# Kadanoff-Baym equations on the Konstantinov-Perel' contour

## Premises and conventions

I take fermions in a finite orthonormal basis, $\hbar=1$, energies in eV.

- **P1.** For $t>t_0$, $H(t)=\sum_{ij}h_{ij}(t)c_i^\dagger c_j+W$, with $W$ an instantaneous, number-conserving two-body interaction.
- **P2.** At $t_0$ the state is $\hat\rho=e^{-\beta H^M}/Z$, where $H^M$ is again a one-body plus a two-body operator.
- **P3.** One-body energies are counted from $\mu$ on every branch: $-\mu N$ sits inside $h$ and $h^M$. Since $[H,N]=0$, this only multiplies real-time functions by $e^{i\mu(t-t')}$.

The contour $\gamma$ runs forward from $t_0$ to $\infty$ (points $t_-$), back to $t_0$ (points $t_+$), then down from $t_0$ to $t_0-i\beta$ (points $t_0-i\tau$). "Later" means further along $\gamma$. I set $H(t_\pm)=H(t)$ and $H(t_0-i\tau)=H^M$. Because $-i\int_{t_0}^{t_0-i\beta}H^M dz=-\beta H^M$, the product $e^{-\beta H^M}\,\mathcal U(t_0,t)\,O\,\mathcal U(t,t_0)$, with $\mathcal U$ the evolution operator, is one exponential ordered along $\gamma$ with later factors to the left. I therefore define

$$G_{ij}(z,z')=-i\langle\mathcal T c_i(z)c_j^\dagger(z')\rangle=-\frac{i}{Z}\mathrm{Tr}\,\mathcal T\Big\{e^{-i\int_\gamma H(\bar z)d\bar z}\,c_i(z)c_j^\dagger(z')\Big\},$$

where $\mathcal T$ gives a sign $-1$ for each exchange of fermion operators. Cyclicity of the trace moves an operator from the last point of $\gamma$ to the first at the cost of one such exchange. This is the Kubo-Martin-Schwinger (KMS) condition $G(t_0-i\beta,z')=-G(t_{0-},z')$, and likewise in $z'$.

## Equation of motion on the contour

Write $G=\theta(z,z')G^>+\theta(z',z)G^<$, with $\theta(z,z')=1$ for $z$ later than $z'$. The operator obeys $i\,dc_i/dz=[c_i,H(z)]$, and the jump at $z=z'$ is $G^>-G^<=-i\langle\{c_i,c_j^\dagger\}\rangle=-i\delta_{ij}$. Hence

$$\Big[i\frac{d}{dz}-h(z)\Big]G(z,z')=\delta(z,z')-i\langle\mathcal T[c,W](z)\,c^\dagger(z')\rangle,\tag{1}$$

with $\int_\gamma dz\,\delta(z,z')=1$.

To close (1) I expand $e^{-i\int_\gamma W}$ in powers of $W$. The interaction in $H^M$ is expanded along with the rest, so the remaining weight is the Gaussian $e^{-\beta H_0^M}$ and Wick's theorem holds. This is the purpose of the vertical branch: it turns a correlated initial state into vertices. Diagrams not connected to $z,z'$ sum to $Z/Z_0$ and cancel the normalisation. Cutting each connected diagram at the first line whose removal splits it gives $G=G_0+G_0\Sigma G$, with $\Sigma$ the one-particle-irreducible sum and all products integrated over $\gamma$. When both ends of a $\Sigma$ diagram lie on one interaction line, the diagram is local in $z$ by P1; these terms sum to $\delta(z,z')\Sigma_{HF}[\rho(z)]$ with the full density matrix $\rho_{ij}=\langle c_j^\dagger c_i\rangle=-iG^<_{ij}(z,z)$. From here on $\Sigma$ denotes the remaining correlation part, and $h_{HF}=h+\Sigma_{HF}$. Acting with $i\,d/dz-h$,

$$\Big[i\frac{d}{dz}-h_{HF}(z)\Big]G(z,z')=\delta(z,z')+\int_\gamma d\bar z\,\Sigma(z,\bar z)G(\bar z,z').\tag{2}$$

## Components

The Hamiltonian is the same at $s_-$ and $s_+$, and evolution beyond the largest real time cancels between the two branches. So the value of $G$ depends only on the real times and on the contour order of its arguments. The same holds for $\Sigma$, because an integration vertex with a real time larger than all others contributes equally, with opposite $d\bar z$, on the two branches. For $a=G$ or $\Sigma$ I define $a^{>}(t,t')$, $a^<(t,t')$ (first argument later, earlier) and

$$a^\rceil(t,\tau)=a(t,t_0-i\tau),\quad a^\lceil(\tau,t)=a(t_0-i\tau,t),\quad a^M(\tau,\tau')=a(t_0-i\tau,t_0-i\tau'),$$
$$a^R(t,t')=\theta(t-t')[a^>-a^<],\qquad a^A(t,t')=-\theta(t'-t)[a^>-a^<].$$

The two products are $[a\cdot b]=\int_{t_0}^\infty ds\,a(\ldots,s)b(s,\ldots)$ and $[a\star b]=-i\int_0^\beta d\tau\,a(\ldots,\tau)b(\tau,\ldots)$; the $-i$ is $d\bar z/d\tau$.

**Lesser part** of $I(z,z')=\int_\gamma\Sigma G$: put $z=t_-$, $z'=t'_+$.

- Forward branch: every $s_-$ is earlier than $t'_+$, and earlier than $t_-$ for $s<t$. It gives $\int_{t_0}^t\Sigma^>G^<+\int_t^\infty\Sigma^<G^<$.
- Backward branch: $d\bar z$ runs from $\infty$ to $t_0$, every $s_+$ is later than $t_-$, and later than $t'_+$ for $s<t'$. It gives $-\int_{t_0}^{t'}\Sigma^<G^>-\int_{t'}^\infty\Sigma^<G^<$.
- Vertical branch: $-i\int_0^\beta d\tau\,\Sigma^\rceil(t,\tau)G^\lceil(\tau,t')$.

I add $\int_{t_0}^t\Sigma^<G^<$ to the second forward integral and subtract it from the first, and do the same with $\int_{t_0}^{t'}\Sigma^<G^<$ on the backward branch. The two full integrals $\pm\int_{t_0}^\infty\Sigma^<G^<$ cancel, leaving $\int_{t_0}^t(\Sigma^>-\Sigma^<)G^<-\int_{t_0}^{t'}\Sigma^<(G^>-G^<)$. The contour delta vanishes for points on different branches. The choice $z=t_+$, $z'=t'_-$ gives the greater part by the same steps:

$$[i\partial_t-h_{HF}(t)]\,G^{\lessgtr}(t,t')=\big[\Sigma^R\cdot G^\lessgtr+\Sigma^\lessgtr\cdot G^A+\Sigma^\rceil\star G^\lceil\big](t,t')\equiv I^\lessgtr(t,t').\tag{3}$$

**Mixed part**: $z=t_-$, $z'=t_0-i\tau$. On both horizontal branches $G=G^\rceil(s,\tau)$, and the $\Sigma$ factors give $\int_{t_0}^t\Sigma^>+\int_t^\infty\Sigma^<-\int_{t_0}^\infty\Sigma^<=\int_{t_0}^t(\Sigma^>-\Sigma^<)$:

$$[i\partial_t-h_{HF}(t)]\,G^\rceil(t,\tau)=\big[\Sigma^R\cdot G^\rceil+\Sigma^\rceil\star G^M\big](t,\tau).\tag{4}$$

**Matsubara part**: the integrand $\Sigma^\lceil G^\rceil$ is the same on both horizontal branches, which cancel. With $i\,d/dz=-\partial_\tau$ and $\delta(z,z')=i\delta(\tau-\tau')$,

$$[-\partial_\tau-h^M_{HF}]\,G^M(\tau,\tau')=i\delta(\tau-\tau')+[\Sigma^M\star G^M](\tau,\tau').\tag{5}$$

Equation (5) with KMS antiperiodicity is closed and is solved first. Continuity along $\gamma$ and the KMS condition give the initial values $G^<(t_0,t_0)=G^M(0,0^+)$, $G^>(t_0,t_0)=G^M(0^+,0)$, $G^\rceil(t_0,\tau)=G^M(0,\tau)$. Complex conjugation of the defining traces gives

$$G^\lessgtr(t,t')^\dagger=-G^\lessgtr(t',t),\qquad G^\lceil(\tau,t)=G^\rceil(t,\beta-\tau)^\dagger .$$

These supply $G^\lceil$ and the equation in $t'$, $-i\partial_{t'}G^<(t,t')-G^<(t,t')h_{HF}(t')=-I^<(t',t)^\dagger$. Subtracting it from (3) at $t=t'$, with $G^<(t,t)=i\rho$:

$$\dot\rho+i[h_{HF},\rho]=-\big(I^<+I^{<\dagger}\big)(t,t).\tag{6}$$

The lesser part of (1) at equal times has the trace $i\sum_i\langle c_i^\dagger[c_i,W]\rangle=2i\langle W\rangle$ on its right side, so

$$\langle W\rangle=\tfrac12\mathrm{Tr}[\Sigma_{HF}\rho]-\tfrac i2\mathrm{Tr}\,I^<(t,t).\tag{7}$$

At $t=t'=t_0$ both dot integrals have zero range. The whole correlation part of the initial interaction energy is then $-\frac i2\mathrm{Tr}\,\Sigma^\rceil\star G^\lceil$. Conversely, if $H^M$ has no interaction, no vertex lies on the vertical branch, $\Sigma^\rceil=0$, and the term is absent.

## Second Born for a Hubbard interaction

Let $W=U\sum_i n_{i\uparrow}n_{i\downarrow}$, so $\Sigma_{HF,ii\sigma}=U\rho_{ii\bar\sigma}$. Up to one-body and constant terms $W$ equals $W'=U\sum_i\delta n_{i\uparrow}\delta n_{i\downarrow}$, with $\delta n$ counted from its Hartree-Fock (HF) value. Then $[c_{i\sigma},W']=U\delta n_{i\bar\sigma}c_{i\sigma}$. Using the equation of motion in $z$ and again in $z'$, the lowest non-local term is $\Sigma_{ij\sigma}=-iU^2\langle\mathcal T(\delta n_{i\bar\sigma}c_{i\sigma})(z)(\delta n_{j\bar\sigma}c^\dagger_{j\sigma})(z')\rangle$ in the HF state. The spins factorise, and Wick's theorem gives $\langle\mathcal T\delta n_i(z)\delta n_j(z')\rangle=-[iG_{ij}(z,z')][iG_{ji}(z',z)]$. So

$$\Sigma_{ij\sigma}(z,z')=U^2G_{ij\sigma}(z,z')\,G_{ij\bar\sigma}(z,z')\,G_{ji\bar\sigma}(z',z).\tag{8}$$

There is no exchange partner, since $U$ couples only opposite spins. No integral occurs, so components are read off: $\Sigma^<\sim G^<G^<G^>$, $\Sigma^\rceil\sim G^\rceil G^\rceil G^\lceil$. With the full $G$ in (8) this is self-consistent second Born; with $G_{HF}$ it is the one-shot form.

## Stationarity of the correlated equilibrium state

Now let $H(t)=H^M$. Let $f_x=1/(e^{\beta x}+1)$ and $\bar f_x=1-f_x=e^{\beta x}f_x$. I assume (**P4**) that the solution of (5) has a spectral representation on the real axis, with poles $b$ and matrix weights $A_b$, and I extend it to all of $\gamma$ as a candidate:

$$G(z,z')=-i\sum_bA_b\,e^{-ib(z-z')}\big[\theta(z,z')\bar f_b-\theta(z',z)f_b\big].\tag{9}$$

**Step 1: $\Sigma$ has the same form.** In (8) three poles combine to $a=b_1+b_2-b_3$. The greater part carries $-i\bar f_1\bar f_2f_3$, the lesser part $if_1f_2\bar f_3$. The ratio of the two Fermi products is $e^{\beta a}=\bar f_a/f_a$, so (9) holds for $\Sigma$ with weights $\Gamma_a\propto\bar f_1\bar f_2f_3+f_1f_2\bar f_3$.

**Step 2: the three terms of (3)**, lesser part, for one pair $(a,b)$, with $\Gamma_aA_b$ factored out and $E(s)=e^{-ia(t-s)}e^{-ib(s-t')}$. From (9), $\Sigma^R=-i\theta(t-s)e^{-ia(t-s)}$, $G^A=i\theta(t'-s)e^{-ib(s-t')}$, $\Sigma^\rceil=if_ae^{-ia(t-t_0)}e^{a\tau}$, $G^\lceil=-i\bar f_be^{-ib(t_0-t')}e^{-b\tau}$. Then

$$\Sigma^R\cdot G^<=f_b\frac{E(t)-E(t_0)}{i(a-b)},\qquad\Sigma^<\cdot G^A=-f_a\frac{E(t')-E(t_0)}{i(a-b)},$$
$$\Sigma^\rceil\star G^\lceil=-if_a\bar f_b\frac{e^{\beta(a-b)}-1}{a-b}E(t_0)=\frac{f_b-f_a}{i(a-b)}E(t_0),\tag{10}$$

where I used $f_a\bar f_be^{\beta(a-b)}=\bar f_af_b$ and $\bar f_af_b-f_a\bar f_b=f_b-f_a$. The star term cancels the lower-limit terms of the two dot integrals exactly. What remains knows nothing of $t_0$:

$$I^<(t,t')=-i\sum_{ab}\Gamma_aA_b\,\frac{f_be^{-ib(t-t')}-f_ae^{-ia(t-t')}}{a-b}.\tag{11}$$

The summand is finite for $a\to b$.

**Step 3: the other components.** On $\gamma$ the integrand is $e^{i(a-b)\bar z}$ times a constant on three segments. For $z$ earlier than $z'$ the constants are $\bar f_af_b$, $-f_af_b$, $f_a\bar f_b$. The end points $t_{0-}$ and $t_0-i\beta$ cancel by the first identity used in (10), the jumps at $z$ and $z'$ give $f_b$ and $-f_a$, and (11) follows with $t-t'\to z-z'$. This covers (4). For $z$ later than $z'$ the middle constant is $-\bar f_a\bar f_b$, and the result is (11) with $f\to-\bar f$.

**Step 4: the left side.** Define $\mathcal G(\zeta)=\sum_bA_b/(\zeta-b)$ and $\mathcal S(\zeta)=\sum_a\Gamma_a/(\zeta-a)$. For fermionic $\omega_n$, $\int_0^\beta d\tau\,e^{i\omega_n\tau}G^M(\tau,0)=i\mathcal G(i\omega_n)$, and (5) becomes $[\zeta-h_{HF}-\mathcal S(\zeta)]\mathcal G(\zeta)=1$ at $\zeta=i\omega_n$. For finite pole sums both sides are rational, so the equality holds for all $\zeta$. The residues at separate poles give $[b-h_{HF}-\mathcal S(b)]A_b=0$ and $\Gamma_a\mathcal G(a)=0$. Regrouping (11),

$$I^<=i\sum_bf_b\,\mathcal S(b)A_b\,e^{-ib(t-t')}+i\sum_af_a\Gamma_a\mathcal G(a)e^{-ia(t-t')}=i\sum_bf_b(b-h_{HF})A_b\,e^{-ib(t-t')},$$

which is $[i\partial_t-h_{HF}]G^<$ for the candidate (9). For continuous spectra the continuation is the one that decays at large $|\zeta|$, the sums become principal-value integrals, and the two residue conditions merge into the discontinuity of the same equation across the real axis.

**Step 5.** In (9) $\rho$ is constant, so $h_{HF}(t)=h^M_{HF}$, and (9) takes the initial values listed above. Equations (3) and (4) are a causal initial-value problem whose kernels are polynomial in bounded functions, so its solution is unique. The propagated $G^\lessgtr$ thus depends on $t-t'$ only. The proof needs one and the same $\Sigma$ functional on all branches.

## The Hubbard dimer as a model of H$_2$

One orbital per atom, $h=-V\sum_\sigma(c^\dagger_{1\sigma}c_{2\sigma}+\text{h.c.})$, two electrons, $\mu=U/2$. Reflection and particle-hole symmetry fix $\rho_{ii\sigma}=\frac12$, so $\Sigma_{HF}=U/2$ cancels $\mu$. The HF levels are $-V$ (bonding, $\mathrm b$) and $+V$ (antibonding, $\mathrm a$). I use the one-shot form of (8), which can be solved in closed form; Steps 1 to 5 hold for it, with $\Sigma$ fixed.

For $\beta\to\infty$ and $s=t-t'$, $G^>_{HF,ij}(t,t')=-\frac i2(-1)^{i-j}e^{-iVs}$ and $G^<_{HF,ji}(t',t)=\frac i2e^{-iVs}$. Then (8) gives $\Sigma^>_{ij}=-\frac i8U^2e^{-3iVs}$ for all $i,j$, which is $-i\frac{U^2}4e^{-3iVs}$ times the bonding projector. Likewise $\Sigma^<$ is $i\frac{U^2}4e^{3iVs}$ times the antibonding projector. So $\mathcal S_{\mathrm b}(\zeta)=\frac{U^2}{4}/(\zeta-3V)$, and the antibonding channel is its particle-hole mirror. At finite $\beta$ Step 1 moves the fraction $3f_V\bar f_V$ of this weight to a pole at $-V$.

Dyson's equation gives $(\zeta+V)(\zeta-3V)=U^2/4$ for the poles:

$$b_\pm=V\pm\tfrac\Omega2,\qquad A_\pm=\tfrac12\Big(1\mp\frac{4V}\Omega\Big),\qquad\Omega=\sqrt{16V^2+U^2}.$$

Only $b_-$ is negative, so the occupation per spin is $n_{\mathrm b}=A_-$, and $n_{\mathrm a}=A_+$.

*Exact solution.* The ground state lies in the span of $|\mathrm b^2\rangle,|\mathrm a^2\rangle$, where $H$ (without $\mu$) has diagonal elements $\mp2V+U/2$ and off-diagonal element $U/2$. So $E_0=(U-\Omega)/2$, and the weight of $|\mathrm b^2\rangle$ is $A_-$. Removing a bonding electron leaves energy $-V$, adding one gives $U+V$. Relative to $\mu$ these are poles $b_-$ and $b_+$ with weights $A_-$ and $A_+$. The one-shot equilibrium $G$ is therefore exact here at zero temperature, a property of this symmetric half-filled model.

*The star term.* In (10) set $a=3V$, $f_a=0$, $b=b_-$, $f_b=1$, so $a-b=\omega_\star=2V+\Omega/2$ and $A_-/\omega_\star=1/\Omega$:

$$[\Sigma^\rceil\star G^\lceil]_{\mathrm b}(t,t)=-iK e^{-i\omega_\star(t-t_0)},\qquad K=\frac{U^2}{4\Omega}.$$

The dot terms give $-iK(1-e^{-i\omega_\star(t-t_0)})$. The sum is the constant $-iK$, purely imaginary, and (6) gives $\dot n_{\mathrm b}=0$. The antibonding channel has the same sum. With two channels and two spins, (7) gives the correlation part $W_c=-2K=-U^2/2\Omega$, equal to $U\,\partial E_0/\partial U-U/2$.

*Dropping the star term*, keeping the correlated initial value and the fixed $\Sigma$. Since $\Sigma^<_{\mathrm b}=0$, (3) becomes $[i\partial_t+V]G^<=\Sigma^R\cdot G^<$, linear and homogeneous in $t$. The function $u(s)=\sum_\pm A_\pm e^{-ib_\pm s}$ solves it with $u(0)=1$, by the two residue conditions of Step 4. With the equation in $t'$, $G^<(t,t')=i\,n_{\mathrm b}(t_0)u(t-t_0)u^*(t'-t_0)$, and $4A_+A_-=U^2/\Omega^2$ gives

$$n_{\mathrm b}(t)=n_{\mathrm b}(t_0)\Big[1-\frac{U^2}{\Omega^2}\sin^2\frac{\Omega(t-t_0)}2\Big].\tag{12}$$

For $n_{\mathrm b}(t_0)=1$, (12) is the exact two-level oscillation out of $|\mathrm b^2\rangle$ after $U$ is switched on at $t_0$, a case in which $\Sigma^\rceil$ truly vanishes. For $n_{\mathrm b}(t_0)=A_-$ nothing has been switched, and the oscillation is an artefact: the memory integrals build from zero a correlation that the initial $\rho$ already reflects. To order $U^2$ its depth is $U^2/16V^2$, four times the equilibrium depletion $U^2/64V^2$.

## Range of validity

- Equations (3) to (7) are exact under P1 to P3 for the exact $\Sigma$, however strong the drive for $t>t_0$. The initial state must have the form P2. Leads are included by enlarging the basis; they then share $\beta$ and $\mu$ at $t_0$.
- Stationarity needs $H(t)=H^M$, a converged solution of (5) that obeys P4, and one functional on all branches. If (5) has several solutions of this kind, each is stationary.
- The star term fades only if its phases $e^{-i(a-b)(t-t_0)}$ dephase over a continuum. With the single frequency $\omega_\star$ found above it never decays.
- Second Born stops at order $U^2$ in the skeleton series. In the dimer the small parameter is $U^2/16V^2$, which grows without bound on stretching the bond, $V\to0$. The one-shot and self-consistent forms agree at order $U^2$ and can first differ at order $U^4$; I have not solved the latter here. The one-shot form does not obey conservation laws by construction: here symmetry keeps $n_{\mathrm a}+n_{\mathrm b}=1$, and under a drive that breaks it nothing guarantees this. For the self-consistent form, Puig von Friesen, Verdozzi and Almbladh reported in 2009 an unphysical damping in strongly driven finite Hubbard clusters.

## Numbers

I take $V=10.7$ eV and $U=9.9$ eV as approximate inputs, chosen so that $4V$ and $U/2$ mimic the typical minimal-basis $\sigma_g^2$-$\sigma_u^2$ configuration gap and exchange integral of H$_2$ near its equilibrium bond length. $U$ is thus an effective parameter. At 300 K, $\beta V=414$, so the thermal weight $3f_V\bar f_V$ is negligible. The small parameter is $U^2/16V^2=0.0535$.

| Model quantity | Value |
|---|---|
| $\Omega$ | 43.93 eV |
| $b_-$, $b_+$ | $-11.3$, $32.7$ eV |
| $n_{\mathrm b}$, $n_{\mathrm a}$, star term kept (constant) | 0.9871, 0.0129 |
| $K$, $\omega_\star$ | 0.56, 43.4 eV |
| $W_c=-2K$ | $-1.12$ eV |
| one-body rise $4Vn_{\mathrm a}$ | 0.55 eV |
| $E_0-E_{HF}=2V-\Omega/2$ | $-0.57$ eV |
| $U^2/\Omega^2$ | 0.0508 |
| lowest $n_{\mathrm b}$, highest $n_{\mathrm a}$, star term dropped | 0.9370, 0.0630 |
| period $2\pi\hbar/\Omega$ | 94.1 as |

Self-consistency in (8) is expected to shift the correlation-induced entries by a relative amount of the order of the small parameter. These are the model's numbers, not the molecule's: the two-orbital space holds only left-right correlation, and its correlation energy is about half the magnitude typical for H$_2$, roughly 1.1 eV. Within the model, the star term holds the antibonding occupation at 0.0129 per spin for all times. Without it the unperturbed dimer swings up to 0.0630, 4.9 times that value, once every 94.1 as.